# The localised nonlocal potential at a node of the trial function: the O pseudoatom

**Student:** My diffusion Monte Carlo runs on the oxygen pseudoatom now and then produce one walker with an enormous weight. I am told that the localised pseudopotential diverges at the node. An attractive divergence should ruin the Hamiltonian altogether, not spoil one run in ten.

**Lecturer:** The Hamiltonian survives it, and the finite-step weight does not. We use hartree atomic units, with $R$ the point in $3N$-dimensional configuration space and Euclidean distances there. There are three premises.

1. $H=-\tfrac12\nabla^2+V_{\rm loc}+V_{\rm NL}$, with $V_{\rm loc}$ multiplicative and $V_{\rm NL}=\sum_i\sum_l\Delta V_l(r_i)P_l^{(i)}$. The $\Delta V_l$ are continuous and bounded, and $P_l^{(i)}$ projects electron $i$ on angular momentum $l$ about the ion. So $(V_{\rm NL}\Psi)(R)=\int K(R,R')\Psi(R')\,dR'$ with a real symmetric kernel that moves one electron over its sphere.
2. $\Psi_T$ is real and smooth near a nodal point $R_0$ away from particle coalescences, and $g=|\nabla\Psi_T(R_0)|\neq0$.
3. The locality approximation replaces $V_{\rm NL}$ by the multiplicative $W=(V_{\rm NL}\Psi_T)/\Psi_T$. The operator $H_{\rm loc}=-\tfrac12\nabla^2+V_{\rm loc}+W$ acts on functions that vanish on the node.

## The divergence

**Lecturer:** Let $n=\nabla\Psi_T/g$ at $R_0$, and let $d$ be the signed distance from the node, positive where $\Psi_T>0$. The gradient is normal to the node, so

$$\Psi_T(R_0+dn)=g\,d\,(1+\kappa d+\dots).$$

The numerator $A(R)=(V_{\rm NL}\Psi_T)(R)$ is a sum of angular averages of $\Psi_T$ over whole spheres. It is continuous by premise 1, and for smooth $\Delta V_l$ we have $A=A_0+O(d)$. Dividing,

$$W=\frac{c}{d}+W_0+O(d),\qquad c=\frac{(V_{\rm NL}\Psi_T)(R_0)}{|\nabla\Psi_T(R_0)|}.$$

The coefficient $c$, in hartree bohr, is one number for both sides, and $d$ changes sign. One side sees $+|c|/|d|$ and the other $-|c|/|d|$.

**Student:** A local potential times $\Psi_T$ vanishes on the node. Why not $A_0$?

**Lecturer:** Because $A_0$ samples $\Psi_T$ at points $R'$ far from the node. Oxygen shows it in closed form. The valence state is $2s^22p^4\,{}^3P$. Take $M_S=1$, $M_L=0$, one determinant and no Jastrow factor for now: $\Psi_T=D_\uparrow D_\downarrow$, with $s,p_x,p_y,p_z$ in $D_\uparrow$ and

$$D_\downarrow=s_1p_2-p_1s_2=s_1s_2\,(f_2-f_1),\qquad f=p_z/s .$$

The pseudo-orbital $s$ is nodeless, so the node of $D_\downarrow$ is $f_1=f_2\equiv f$. Let the $p$ channel be the local one, so that $V_{\rm NL}=\sum_i\Delta V(r_i)P_0^{(i)}$. Since $P_0s=s$ and $P_0p_z=0$, the two down-spin projectors give $\Delta V_1s_1p_2-\Delta V_2p_1s_2$. The up-spin projectors leave the factor $D_\downarrow$ standing and add only a finite term to $W$. The down-spin part is exactly

$$W_\downarrow=\frac{\Delta V_1f_2-\Delta V_2f_1}{f_2-f_1}.$$

On the node $|\nabla\Psi_T|=D_\uparrow s_1s_2G$, taking $D_\uparrow>0$, with $G^2=|\nabla f_1|^2+|\nabla f_2|^2$. Hence

$$c=\frac{f\,[\Delta V(r_1)-\Delta V(r_2)]}{G}.$$

It vanishes where $r_1=r_2$, where $f=0$, and where both electrons are outside the core. Elsewhere it does not.

## The operator is bounded below

**Student:** So one side has an attractive Coulomb wall, and in one dimension $-1/|x|$ is notorious for collapsing.

**Lecturer:** It collapses for functions that are finite at the origin, since $\int u^2/d$ then diverges logarithmically. The fixed-node condition forbids them. Treat the node as flat, put $k=|c|$, let $d>0$ now measure depth into the attractive side, and take $u\sim d$ at the origin and decaying at infinity. A square is non-negative:

$$0\le\tfrac12\int_0^\infty\Big(u'-\frac ud+ku\Big)^2dd .$$

Expand it. The squares give $\tfrac12\int u'^2+\tfrac12\int u^2/d^2+\tfrac12k^2\int u^2$. The cross terms are $-\int uu'/d$, $k\int uu'$ and $-k\int u^2/d$. By parts $\int uu'/d=[u^2/2d]+\tfrac12\int u^2/d^2$ with a vanishing boundary term, which cancels the $1/d^2$ square, and $\int uu'=0$. What remains is

$$\int_0^\infty\Big(\tfrac12u'^2-\frac{|c|}{d}u^2\Big)dd\;\ge\;-\frac{c^2}{2}\int_0^\infty u^2\,dd .$$

Equality needs $u'=u/d-ku$, that is $u=d\,e^{-|c|d}$, the reduced radial $1s$ function of a hydrogenic ion of charge $|c|$.

**Student:** The real node is curved and $c$ varies along it.

**Lecturer:** Apply the inequality along each normal line. The tangential kinetic energy is non-negative, so the flat bound becomes $-c_{\max}^2/2$. A smooth cut-off that confines the function to a layer where the normals do not cross costs a finite constant. So does the Jacobian of the curved coordinates. If other attractive singularities need kinetic energy too, spend only a fraction $\epsilon$ of it here: the same square with $k\to k/\epsilon$ gives $-c^2/2\epsilon$. So $H_{\rm loc}$ is bounded below wherever $c$ is bounded. The number $-c^2/2$ bounds the singular term together with the normal kinetic energy. It is not the energy of the atom.

## What the weight contains

**Student:** My code never exponentiates $W$. It exponentiates the local energy.

**Lecturer:** That objection matters. Put $\rho=\Phi\Psi_T$ into $\partial_t\Phi=-(H_{\rm loc}-E_T)\Phi$. Using $H_{\rm loc}\Psi_T=H\Psi_T=E_L\Psi_T$,

$$\partial_t\rho=\tfrac12\nabla^2\rho-\nabla\!\cdot(\rho\,\nabla\ln|\Psi_T|)-(E_L-E_T)\rho .$$

The kinetic part of $E_L$ also has $\Psi_T$ in the denominator. Write $\Psi_T=d\,h$, with $h=g$ and $n\cdot\nabla h=g\kappa$ on the node. Then $\nabla^2\Psi_T=h\nabla^2d+2\nabla d\cdot\nabla h+d\,\nabla^2h$ tends to $g(\nabla^2d+2\kappa)$. Since $V_{\rm loc}$ is finite there,

$$E_L\to\frac{c_E}{d},\qquad c_E=c+c_K,\qquad c_K=-\kappa-\tfrac12\nabla^2d .$$

For an eigenfunction of $H$ the local energy is constant and $c_K=-c$. This is a cusp condition at the node: for a flat node it reads $\kappa=c$, as in $d\,e^{-|c|d}$.

**Student:** And for my determinant?

**Lecturer:** Suppose the orbitals solve one equation with a local mean field $U$: $(-\tfrac12\nabla^2+U+\Delta V)s=\varepsilon_ss$ and $(-\tfrac12\nabla^2+U)p=\varepsilon_pp$. The kinetic operator on $s_1p_2$ gives the factor $\varepsilon_s+\varepsilon_p-U_1-U_2-\Delta V_1$, and on $p_1s_2$ the same with $\Delta V_2$. On the node the two products are equal, and the difference is $-s_1s_2f(\Delta V_1-\Delta V_2)$. So $c_K=-c$ exactly, however large $c$ is. The cancellation is broken by a finite basis, by orbitals from a nonlocal exchange operator or from another pseudopotential, and by a Jastrow factor. With $\Psi_T=e^JD$, the cross term $-\nabla J\cdot\nabla D$ shifts $c_K$ by $-n\cdot\nabla J$, and $e^{J(R')}$ changes $A_0$. The sphere average is then no longer exact on a small randomly rotated grid, so the value of $c$ that enters the weight also fluctuates. Write $c_E=\eta c$, with $\eta$ the uncancelled fraction.

**Student:** Then which coefficient belongs in the Coulomb bound?

**Lecturer:** Either one gives a valid bound. For $\Phi=\Psi_T\chi$, expand $\nabla^2(\Psi_T\chi)$ and integrate by parts. The surface term carries $\Psi_T^2$ and vanishes:

$$\langle\Phi|H_{\rm loc}|\Phi\rangle=\int\Psi_T^2\big(\tfrac12|\nabla\chi|^2+E_L\chi^2\big)dR .$$

Near the node the measure is $d^2\,dd$, that of a radial coordinate in three dimensions. This is hydrogen again, now with charge $|c_E|$ and bound $-c_E^2/2$. If $E_L$ is bounded, $H_{\rm loc}\ge\inf E_L$ outright.

## Exact and discretised weights

**Lecturer:** Let $k=|c_E|$ on the side where $E_L\to-\infty$. The discretised weight for a step $\tau$ is $\exp[-\tau(E_L-E_T)]$. The symmetric form shares this factor between the step that arrives at a point and the step that leaves it. At depth $d$ it is $e^{\tau k/d}$, which is unbounded. Its mean is infinite as well. Both $\Psi_T^2$ and $\Phi\Psi_T$ go as $d^2$, and $e^y\ge y^4/24$ gives $d^2e^{\tau k/d}\ge(\tau k)^4/24d^2$, which is not integrable at zero, for any $\tau>0$.

**Student:** An infinite mean from a bounded operator looks like a contradiction.

**Lecturer:** The exact weight is $\exp[-\int_0^\tau(E_L-E_T)\,dt]$ along the continuous path, and the path does not stay put. The generator of the walk is $\tfrac12\nabla^2+\nabla\ln|\Psi_T|\cdot\nabla$. Acting on $d$ it gives the drift $1/d+\kappa+\tfrac12\nabla^2d=1/d-c_K$ on the positive side, and $1/|d|+c_K$ on the other. Keeping the leading term, the depth has generator $\tfrac12\partial_d^2+d^{-1}\partial_d$, so it is the radius of a Brownian motion in three dimensions. The mean of $1/d_t$ is then the potential of a unit Gaussian charge of variance $t$ per axis:

$$\langle1/d_t\rangle=\frac{\operatorname{erf}(d/\sqrt{2t})}{d}\le\sqrt{\frac{2}{\pi t}},$$

by $\operatorname{erf}y\le2y/\sqrt\pi$, with equality for a start on the node. Let $X=k\int_0^\tau dt/d_t$. Integrating over time,

$$\langle X\rangle\le\alpha=2k\sqrt{2\tau/\pi}$$

from any start. Write $\langle X^m\rangle$ as $m!$ times a time-ordered integral. By the Markov property the latest integral, conditioned on the past, is at most $\alpha$. Repeating this gives $\langle X^m\rangle\le m!\,\alpha^m$, and for $\alpha<1$

$$\langle e^X\rangle\le\frac1{1-\alpha}.$$

On the node convexity adds $\langle e^X\rangle\ge e^\alpha$. The exact factor is $1+O(k\sqrt\tau)$ even at $d=0$. Freezing $E_L$ at the end point is valid only for $d\gg\sqrt\tau$, and the infinite mean comes from using it at $d\lesssim\tau k$.

**Student:** Why so rarely, then?

**Lecturer:** A weight exceeds the population $M$ when $d<d_M=\tau k/\ln M$. With density $\propto d^2$, the chance per walker step is $(d_M/L)^3$, where $L$ is a length set by the extent of the pocket. It scales as $(\tau\eta|c|)^3$. A short run at small $\tau$ never meets the event, and a long enough run does.

## T-moves

**Lecturer:** The scheme of Casula (2006) localises only part of the kernel. Call a pair $(R,R')$ positive or negative by the sign of $\Psi_T(R)K(R,R')\Psi_T(R')$, which is symmetric in the pair. Define $V^\pm(R)=\int_\pm K\,\Psi_T(R')/\Psi_T(R)\,dR'$, so that $V^+\ge0$, $V^-\le0$ and $W=V^++V^-$. The effective Hamiltonian $H_{\rm eff}$ replaces the positive pairs by the diagonal $V^+$ and keeps the negative pairs as off-diagonal elements. At $R_0$ let

$$a_\pm=\frac1g\int\max[\pm K(R_0,R')\Psi_T(R'),0]\,dR',\qquad c=a_+-a_- .$$

For $d>0$ the denominator is positive, so $V^+\to a_+/|d|$ and $V^-\to-a_-/|d|$. For $d<0$ the roles swap: $V^+\to a_-/|d|$ and $V^-\to-a_+/|d|$. The diagonal term is repulsive on both sides. It generally diverges even where $c=0$, since $a_+=a_-$ need not vanish.

**Student:** You have relabelled the negative part. It must come back somewhere.

**Lecturer:** It comes back linearly, with a jump. In the equation for $\rho$ the negative pairs add $\int t(R\to R')\rho(R)\,dR$ at $R'$, with $t=-\Psi_T(R')K/\Psi_T(R)\ge0$ and $\int t\,dR'=|V^-(R)|$. To first order in $\tau$ their propagator is $\delta(R'-R)+\tau t$. Normalising it gives a weight $1+\tau|V^-|$ and a jump probability $\tau|V^-|/(1+\tau|V^-|)$, which tends to 1 at the node. The destination is drawn with density $\propto|K\Psi_T(R')|$, away from nodes. The remaining local operator has local energy $E_L-V^-$. With $x=\tau/|d|$ the singular factor per step is

$$w=(1+ax)\,e^{-bx},$$

with $a=a_-$, $b=a_-+c_E$ for $d>0$, and $a=a_+$, $b=a_+-c_E$ for $d<0$. Both exponents are damping when

$$-a_-<c_E<a_+ .$$

Then $w$ is bounded for all $d$ and $\tau$. Setting $dw/dx=0$ gives $x=1/b-1/a$ and $w_{\max}=(a/b)\,e^{b/a-1}$ for $b<a$, while $w\le1$ for $b\ge a$. The window contains both $c_E=0$ and $c_E=c$. Outside it the exponential returns through $c_K$, the kinetic divergence that all-electron runs also have. An implementation that replaces $1+\tau|V^-|$ by $e^{\tau|V^-|}$ is equivalent to first order. It restores $e^{-\tau E_L}$, however, and its stability then rests on the jump and on a cut-off of $E_L$.

**Student:** Is $H_{\rm eff}$ itself safe?

**Lecturer:** For $\Phi=\Psi_T\chi$, symmetrising over the pair,

$$\langle\Phi|H_{\rm eff}-H|\Phi\rangle=\iint_+K\Psi_T\Psi_T'(\chi^2-\chi\chi')=\tfrac12\iint_+K\Psi_T\Psi_T'(\chi-\chi')^2\ge0 .$$

So its lowest energy lies above the ground state of $H$ in the symmetry of $\Psi_T$, whatever $c$ is. For $H_{\rm loc}-H$ the same integral runs over pairs of both signs and has no definite sign.

## Range of validity

**Lecturer:** The form $c/d$ needs $g\ne0$ and $|d|$ small against $|\ell|=|c/W_0|$ and against the radii of curvature of the node. The half-line state describes $\Phi$ only if $1/|c|$ is also below these lengths. The path bound needs $\sqrt\tau$ below them, $\alpha<1$, and $|c_K|\sqrt\tau\ll1$ for the neglected drift. Where the nodes of $D_\uparrow$ and $D_\downarrow$ cross, $g=0$. A one-electron move changes only one determinant there, so $W\to c_\uparrow/d_\uparrow+c_\downarrow/d_\downarrow$. The two normals involve different electrons and are orthogonal, and the bounds add. If $g\to0$ within one determinant while $A_0\ne0$, the singularity is an inverse square and this analysis does not apply. Complex trial functions are not covered.

## Numbers for a model of oxygen

**Student:** Give me sizes.

**Lecturer:** Take $\Delta V=Be^{-\beta r^2}$ with $B=38$ hartree and $\beta=8.7$ bohr$^{-2}$, approximately typical of an oxygen $s$ channel. Take $f=zu(r)$ with the illustrative $u=1+9e^{-\beta r^2}$, chosen because the repulsive $s$ channel makes $p/s$ steep in the core. The scale of $f$ cancels in $c$, and $s$ itself is not needed. With $\mu=\cos\theta$, $\nabla f$ has radial part $\mu(u+ru')$ and polar part $-u\sin\theta$.

Put electron 1 at $r_1=0.4$ bohr, $\mu_1=\tfrac12$. Then $\Delta V_1=9.446$, $u_1=3.237$, $u_1+r_1u_1'=-2.991$, $f=0.6474$ and $|\nabla f_1|^2=10.096$. Put electron 2 at $r_2=1.2$ bohr, where $u_2-1=3.3\times10^{-5}$ and $\Delta V_2=1.4\times10^{-4}$. The node requires $z_2=0.6474$ bohr, and $|\nabla f_2|^2=1.000$. So $G=3.331$ and

$$c=0.6474\times9.446/3.331=1.836\ \text{hartree bohr},$$

attractive on the side $f_2<f_1$. The half-line bound is $-1.69$ hartree, with radius $1/c=0.54$ bohr.

For the next term write $W_\downarrow=N/Y$ with $N\simeq\Delta V_1f_2$ and $Y=f_2-f_1$. Expanding along $n=(-\nabla f_1,\nabla f_2)/G$ gives $1/\ell=N'/N-Y''/2Y'$. The contributions from $\Delta V_1$, $f_2$ and $Y''$ are $-3.12$, $+0.46$ and $+0.65$, in total $-2.01$ bohr$^{-1}$. So $|\ell|=0.50$ bohr and the down-spin part of $W_0$ is $-3.69$ hartree. Slide electron 1 in its meridian plane along the unit vector $\hat t\perp\nabla f_1$. The node bends with radius $G/|\partial_t^2f_1|=0.23$ bohr. Both lengths are below $1/c$, so $-1.69$ hartree is not a level of this system.

For the split, rotate electron 1: $f_1\to r_1u_1\mu'$, with $\mu'$ uniform on $[-1,1]$. The positive and negative parts of the mean of $\mu_1-\mu'$ are $(1\pm\mu_1)^2/4$, so $a_\pm\simeq\Delta V_1r_1u_1(1\pm\mu_1)^2/4G$. With the small term from electron 2, $a_+=2.065$ and $a_-=0.2295$. The window is $-0.125<\eta<1.125$.

Take $\tau=0.01$ hartree$^{-1}$, a typical step, and two assumed values of $\eta$. The value $\eta=1$ means no cancellation, and $\eta=0.1$ gives $c_E=0.18$. The singular factors per step on the attractive side are:

| $\lvert d\rvert$ (bohr) | 0.02 | 0.005 | 0.002 |
|---|---|---|---|
| localised, $\eta=1$ | 2.5 | 39 | $9.7\times10^3$ |
| localised, $\eta=0.1$ | 1.1 | 1.4 | 2.5 |
| T-moves, $\eta=1$ | 1.8 | 3.2 | 3.6 |

The last row is $(1+a_+x)e^{-a_-x}$, whose maximum is 3.7. For $\eta=1$ the exact factor of $H_{\rm loc}$ has $\alpha=0.293$, so at the node it lies between 1.34 and 1.41 in the flat limit. The neglected $\tau|W_0|=0.037$ is about an eighth of $\alpha$, and $\sqrt\tau=0.1$ bohr is not far below 0.23 bohr, so read this as 1.3 to 1.4. With $M=1000$ and an assumed $L=0.5$ bohr, $d_M=2.66\times10^{-3}$ bohr. The chance per step, for a walker near this part of the node, is $1.5\times10^{-7}$, falling to $1.5\times10^{-10}$ at $\eta=0.1$.

**Student:** Is 1.8 the value for oxygen?

**Lecturer:** It is the model's value at one nodal point, and no observable corresponds to it. With electron 1 on the axis at 0.3 bohr and electron 2 outside the core, where $|\nabla f_2|=1$, the same model gives $c=16$ and a formal $-128$ hartree. There $1/c=0.06$ bohr is comparable with the radius of curvature $G/|u_1'|=0.08$ bohr, so the flat picture fails and only the bound through $E_L$ is informative. The inputs were chosen to resemble a typical oxygen pseudopotential. Common sets differ in $B$ by about a factor of two, offset by a different range, so only the order of magnitude carries over: one to ten hartree bohr with an electron in the core, and zero with both outside.